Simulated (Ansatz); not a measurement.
## WS2: do energies and stresses tell the same story?

All numbers below come from DFT PBEsol+D3(BJ), scalar-relativistic, plane waves, PAW in Ansatz 0.2.0.

Plane waves to 420 eV, a k mesh through Γ of 12×12×4 on the computed 6-atom cell and Gaussian smearing (0.02 eV); no spin polarisation.

Relaxed cell: P6_3/mmc, a = 3.115 Å, b = 3.115 Å, c = 11.772 Å, α = 90.00°, β = 90.00°, γ = 120.00°, 6 atoms in the primitive cell.

Energies at zero smearing and pressures from the stress tensor, at volumes with shape and atoms relaxed:
```tsv
V (Å³/atom)	E − E(first) (meV/atom)	P (GPa)
14.506	0.00	15.04
15.001	-38.19	9.93
15.495	-62.05	5.76
15.990	-74.49	2.47
16.484	-78.12	0.00
16.979	-75.23	-1.77
17.473	-67.85	-2.99
18.133	-54.00	-3.69
```

Problem. Check P = −dE/dV between neighbouring volumes, and get the bulk modulus from the pressures alone.

Solution. With 1 eV/Å³ = 160.2 GPa:
```tsv
middle V (Å³/atom)	−ΔE/ΔV (GPa)	mean P (GPa)
14.753	12.373	12.485
15.248	7.730	7.842
15.742	4.032	4.115
16.237	1.175	1.238
16.732	-0.936	-0.883
17.226	-2.391	-2.379
17.803	-3.365	-3.341
```

The two differ by 0.11 GPa at most. The mean of two end pressures misses the average over a step by about ΔV² P″/12, up to 0.09 GPa here; with that taken off 0.04 GPa remains, from the finite cutoff, the mesh or the relaxation's tolerance. Around V = 16.484 Å³/atom, the two neighbours give B = −V ΔP/ΔV = 16.484 × 4.24 / 0.989 = 70.7 GPa, against B0 = 67.2 GPa from the Birch–Murnaghan fit of the energies, which describes these points poorly (B0' = 9.6).

Spin–orbit coupling is left out, which can shift energies with elements as heavy as these.

Cost: 9 runs of about 7.6 core-minutes in all, on Intel Xeon Platinum 8488C (Sapphire Rapids) (shared hosts).

Energies and stresses describe the same equation of state: the mean pressure lies slightly above the energy slope in every interval, as expected for a convex P(V) curve. The pressure climbs steeply on compression, while the tension grows ever more slowly on expansion. This probably reflects two very different kinds of bonding. Stiff, partly covalent W–S bonds hold each layer together, whereas the weakly bound gap between layers takes up most of the volume change until Pauli repulsion between facing sulfur atoms stiffens it. A bulk modulus near 70.7 GPa would then measure mainly the interlayer contact, not the W–S bonds, and a single smooth equation of state would struggle over so wide a range.

The relaxed c of 11.772 Å is clearly shorter than the measured value for 2H-WS2, probably because the dispersion term adds to interlayer attraction that PBEsol already partly supplies. The agreement between energies and stresses cannot reveal such an error, since both derive from the same functional.
